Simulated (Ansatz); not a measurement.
**AsH3 (SMILES [H][As]([H])[H]): methods side by side**

AsH3: 4 atoms, total charge 0, spin state singlet. SMILES: `[H][As]([H])[H]`. The shape comes from GFN2-xTB, which is rough for such elements, and wasn't checked as a minimum.

```tsv
atom	x (Å)	y (Å)	z (Å)
As	-0.0044	0.0055	0.6560
H	1.2165	-0.0297	-0.2079
H	-0.5828	1.0611	-0.2323
H	-0.6294	-1.0369	-0.2157
```

Each level gives the energy change with the As1–H2 bond stretched from 1.496 to 1.870 Å (eV). The values are calculated.

```json
{"level": "HF/STO-3G (restricted)", "kind": "Hartree–Fock", "program": "Ansatz", "value (eV)": "1.45", "less FCI/STO-3G": "+0.46", "CPU time (all runs)": "0.2 s"}
{"level": "PBE/STO-3G (restricted)", "kind": "GGA", "program": "Ansatz", "value (eV)": "1.03", "less FCI/STO-3G": "+0.04", "CPU time (all runs)": "1.6 s"}
{"level": "r2SCAN/STO-3G (restricted)", "kind": "meta-GGA", "program": "Ansatz", "value (eV)": "1.13", "less FCI/STO-3G": "+0.14", "CPU time (all runs)": "3.8 s"}
{"level": "r2SCAN0/STO-3G (restricted)", "kind": "hybrid meta-GGA", "program": "Ansatz", "value (eV)": "1.23", "less FCI/STO-3G": "+0.24", "CPU time (all runs)": "3.8 s"}
{"level": "wB97X/STO-3G (restricted)", "kind": "range-separated hybrid", "program": "Ansatz", "value (eV)": "1.25", "less FCI/STO-3G": "+0.26", "CPU time (all runs)": "7.1 s"}
{"level": "B2PLYP/STO-3G (restricted)", "kind": "double hybrid", "program": "Ansatz", "value (eV)": "1.17", "less FCI/STO-3G": "+0.18", "CPU time (all runs)": "2.1 s"}
{"level": "RPA@PBE/STO-3G (restricted)", "kind": "RPA", "program": "Ansatz", "value (eV)": "0.92", "less FCI/STO-3G": "-0.07", "CPU time (all runs)": "2.2 s"}
{"level": "CCSDT/STO-3G (restricted)", "kind": "coupled cluster or CI", "program": "Ansatz", "value (eV)": "0.99", "less FCI/STO-3G": "0.00", "CPU time (all runs)": "0.42 s"}
{"level": "CCSDTQ/STO-3G (restricted)", "kind": "coupled cluster or CI", "program": "Ansatz", "value (eV)": "0.99", "less FCI/STO-3G": "0.00", "CPU time (all runs)": "11 s"}
{"level": "FCI/STO-3G", "kind": "exact in the basis", "program": "Ansatz", "value (eV)": "0.99", "less FCI/STO-3G": "0.00", "CPU time (all runs)": "0.59 s"}
```

FCI/STO-3G is exact within its basis and frozen core, so for wave-function methods in that basis the difference is their error; functionals converge differently with the basis, so for them it is only a difference. All-electron rows without a relativistic Hamiltonian named are non-relativistic. The first shape isn't each level's own minimum. The values span 0.92 to 1.45 eV. All rows use very small basis sets, so even the best lies far from the true value. In the correlated wave-function rows the outer d shell of As is correlated, in sets not made for it. CPU times are rough (shared hosts, several kinds of processor): they show what a rung costs within a factor of a few.

Stretching one As–H bond costs 0.99 eV at the FCI level, while restricted Hartree–Fock gives 1.45 eV. The gap reflects left-right correlation. As the bonding and antibonding σ orbitals draw closer, a single closed-shell determinant keeps too much ionic character, and the correlation energy it lacks grows with bond length. CCSDT already matches FCI to the printed precision and quadruples change nothing visible, which suggests that the stretched bond is still dominated by one configuration.

Adding exact exchange to r2SCAN raises the cost from 1.13 to 1.23 eV, towards the Hartree–Fock side, probably because exact exchange displaces part of the static correlation that semilocal exchange mimics. B2PLYP, at 1.17 eV, shows that exact exchange alone doesn't set the order, since its perturbative correlation also lowers the cost of stretching. RPA is the only level below FCI. The agreement among the high coupled-cluster levels can't be carried over to full dissociation, where the restricted reference becomes qualitatively wrong.
